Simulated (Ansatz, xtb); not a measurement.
# Ligand exchange: GaH3 + C4H10S → GaH2(SH) + C4H10

Species: GaH3 `[GaH3]`, singlet; C4H10S (2-methyl-2-propanethiol) `CC(C)(C)S`, singlet; GaH2(SH), singlet; C4H10 (isobutane) `CC(C)C`, singlet. The partners trade H for SH: Ga–H and C–SH bonds give way to Ga–SH and C–H.

Shapes, held fixed at every level: PBE0-D4/def2-TZVP. Flexible molecules stand in one conformer, not always the lowest. Programs: Ansatz 0.2.0, xtb 6.7.1, xtb 6.7.1 later snapshot. The zero-point and thermal change to 298 K, harmonic and unscaled (PBE0-D4/def2-TZVP), is +11.5 kJ/mol.

```csv
level,kind,ΔH(298 K) (kJ/mol),less CCSD(T)/def2-TZVPP
GFN2-xTB,semi-empirical,-119.4,+15.1
r2SCAN0-D4/def2-TZVPP,global hybrid,-141.1,-6.6
wB97M-V/def2-TZVPP,range-separated hybrid,-132.4,+2.1
MP2/def2-SVP,perturbation theory,-132.6,+1.9
MP2/def2-TZVPP,perturbation theory,-132.4,+2.1
CCSD(T)/def2-SVP,coupled cluster or CI,-133.7,+0.8
CCSD/def2-SVP,coupled cluster or CI,-136.2,-1.7
CCSD/def2-TZVPP,coupled cluster or CI,-137.3,-2.8
CCSD(T)/def2-TZVPP,coupled cluster or CI,-134.5,0.0
```

The highest level, CCSD(T)/def2-TZVPP, gives ΔH(298 K) = -134.5 kJ/mol; the levels span -141.1 to -119.4. The column of differences is taken from that level and isn't an error. No measured value is set beside it here. Relativity is left out for Ga unless named. Correlated rows may include outer-core shells of Ga, which these sets cover unevenly.

Exchanging hydride for SH on gallium is strongly exothermic at every level, from -119.4 to -141.1 kJ/mol. The driving force probably comes from both new bonds. A fairly weak Ga–H bond and the C–S bond of a crowded tertiary carbon give way to a strong C–H bond and a polar Ga–S bond. Electropositive gallium favours the latter, and sulfur lone-pair donation into its empty p orbital may add a little. The positive vibrational and thermal term fits the replacement of a soft Ga–H stretch by a stiff C–H one, and it offsets only a small part of the electronic gain.

Because the number of bonds is conserved and all species are closed-shell, much of the correlation energy cancels, which explains the narrow spread among the wavefunction methods. Triple excitations make the reaction slightly less exothermic in both basis sets. The exothermicity doesn't make this the preferred reaction: gallium hydrides typically react with the acidic S–H bond of thiols, releasing hydrogen and leaving C–S intact.
